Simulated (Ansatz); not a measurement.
## Rh: energy along a strain

Rh, Fm-3m, a = 3.803 Å (as given, not relaxed at this level: -0.6 GPa). Ansatz: r2SCAN, PAW, 500 eV, Γ-centred 22×22×22 mesh on 1 atom, Gaussian smearing 0.15 eV; no spin polarisation. Cell vectors (Å): 0.000 1.902 1.902; 1.902 0.000 1.902; 1.902 1.902 0.000. The cell is strained by x per cent times the pattern (0 0 0 1 0 0) in the order xx yy zz yz xz xy (engineering shears), with fractional coordinates held. y is the free energy over the start, V0 = 13.752 Å³/atom. Symmetry makes y even in x.

| x (%) | y (meV/atom) |
| --- | --- |
| -2.00 | ? |
| -1.00 | 0.85 |
| 0.00 | 0.00 |
| 0.25 | 0.05 |
| 0.50 | 0.21 |
| 0.75 | 0.48 |
| 1.25 | 1.33 |
| 1.50 | 1.91 |
| 1.75 | 2.60 |

Problem. Fit y = c2 x² + c4 x⁴ to the other rows, get the stiffness along the pattern, and predict the missing energy.

Solution. Least squares on the rows shown. y = 0.8513 x² − 0.0007879 x⁴. The clamped-ion stiffness p·C·p = 2 × 8.513 eV × 160.2 / 13.752 Å³ = 198 GPa, which is C44 in these axes (second derivative at the start, which stands under stress). At x = -2.00 the fit asked for gives 3.39 meV/atom. The run gave 3.40 meV/atom, so the fit is 0.01 meV/atom too low, a small miss on the scale of the series.

The energy rises almost purely quadratically, so fcc Rh responds to this shear as a stiff, nearly harmonic solid. The shear lengthens some nearest-neighbour contacts and shortens others. The linear contributions cancel by symmetry, leaving the curvature of the metallic bonding to set the cost. That curvature is large because the partly filled 4d band bonds strongly while the compressed contacts meet steep repulsion. The resulting 198 GPa is in line with the high shear stiffness known for rhodium, if slightly above room-temperature measurements, where thermal softening probably contributes to the gap.

With one atom per primitive cell there is no internal displacement to relax, so the clamped-ion value is also the relaxed-ion one. The quartic term is less secure: over this range its contribution is comparable to the rounding of the energies, and the quadratic term alone would predict the missing point at least as well. The negative coefficient is therefore no evidence of shear softening. Mechanical stability as a whole would also require the tetragonal shear and bulk responses.
